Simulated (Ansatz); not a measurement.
Ni: energy change per atom and pressure against volume scale

Plane-wave DFT, scalar-relativistic PAW made under PBE with cores redone for the functional, no dispersion; the given relaxed cell is scaled uniformly, energy at zero smearing counts from the unscaled cell, pressure at the given Fermi-Dirac smearing is positive in compression. The results are calculated, by Ansatz 0.2.0.

The cell before it is scaled or strained (space group P6_3/mmc, No. 194):
```
CELL_PARAMETERS angstrom
2.52810 0.00000 0.00000
-1.26400 2.18940 0.00000
0.00000 0.00000 8.28400
ATOMIC_POSITIONS crystal
Ni 0.00000 0.00000 0.00000
Ni 0.00000 0.00000 0.50000
Ni 0.33333 0.66667 0.25000
Ni 0.66667 0.33333 0.75000
```

Settings of every row: spin polarised yes; functional BLYP; wave cutoff 420 eV; smearing width 0.05 eV; k mesh 16x16x5.

Atom:
| element | starting moment (Bohr magneton) |
| --- | --- |
| Ni | 0.67 |
| Ni | 0.67 |
| Ni | 0.68 |
| Ni | 0.68 |

Limits: search for a lower magnetic state is off; the cell comes from a prototype or a list of computed structures and needn't be the stable phase.

| row | volume scale | V (Å³/atom) | energy change per atom (meV) | pressure (GPa) | largest site moment (Bohr magneton) |
| --- | --- | --- | --- | --- | --- |
| 1 | 0.88 | 10.087 | 109.27 | 29.39 | 0.62 |
| 2 | 0.92 | 10.546 | 43.83 | 17.12 | 0.63 |
| 3 | 0.96 | 11.005 | ? | ? | ? |
| 4 | 1.04 | 11.922 | 9.63 | -6.06 | 0.67 |
| 5 | 1.08 | 12.38 | 34.3 | -10.72 | 0.69 |
| 6 | 1.12 | 12.839 | 70.7 | -14.36 | 0.71 |

Question: what energy change per atom and pressure should row 3 give?

Worked fit of energy change per atom. Take u = (V_r/V)^(2/3) − 1 with V_r = 11.922 Å³ an atom, which is twice the finite (Eulerian) strain; such expansions in the strain, on which the Birch-Murnaghan equation of state is built, carry the rest volume and the bulk modulus. The shown rows have u = 0.11787, 0.08519, 0, -0.02482, -0.0482. Least squares give energy change per atom = 9.028 − 673.634 × u + 12876.23 × u² meV; a straight line predicts inner rows, each left out in turn, worse (root mean square 37 against 1.7 meV). The rows lie off it by 0.75, -1.26, 0.60, 0.62, -0.71 (root mean square 0.82 meV). The withheld row has u = 0.05481, so the fit gives 9.028 − 673.634 × (0.05481) + 12876.23 × (0.05481)² = 10.79 meV.

The calculation gave 9.64 meV. The fit lies 1.15 meV (12 % of the value, 1.2 % of the column's range) above it; its largest miss of a shown row is 1.26 meV.

Worked fit of pressure. Take u = (V_r/V)^(2/3) − 1 with V_r = 11.922 Å³ an atom, which is twice the finite (Eulerian) strain; such expansions in the strain, on which the Birch-Murnaghan equation of state is built, carry the rest volume and the bulk modulus. The shown rows have u = 0.11787, 0.08519, 0, -0.02482, -0.0482. Least squares give pressure = −6.134 + 207.173 × u + 792.93 × u² GPa; a straight line predicts inner rows, each left out in turn, worse (root mean square 2.3 against 0.21 GPa). The rows lie off it by 0.09, -0.15, 0.07, 0.07, -0.08 (root mean square 0.097 GPa). The withheld row has u = 0.05481, so the fit gives −6.134 + 207.173 × (0.05481) + 792.93 × (0.05481)² = 7.60 GPa.

The calculation gave 7.47 GPa. The fit lies 0.13 GPa (1.7 % of the value, 0.3 % of the column's range) above it; its largest miss of a shown row is 0.15 GPa.

The other values of row 3: largest site moment 0.64 Bohr magneton.
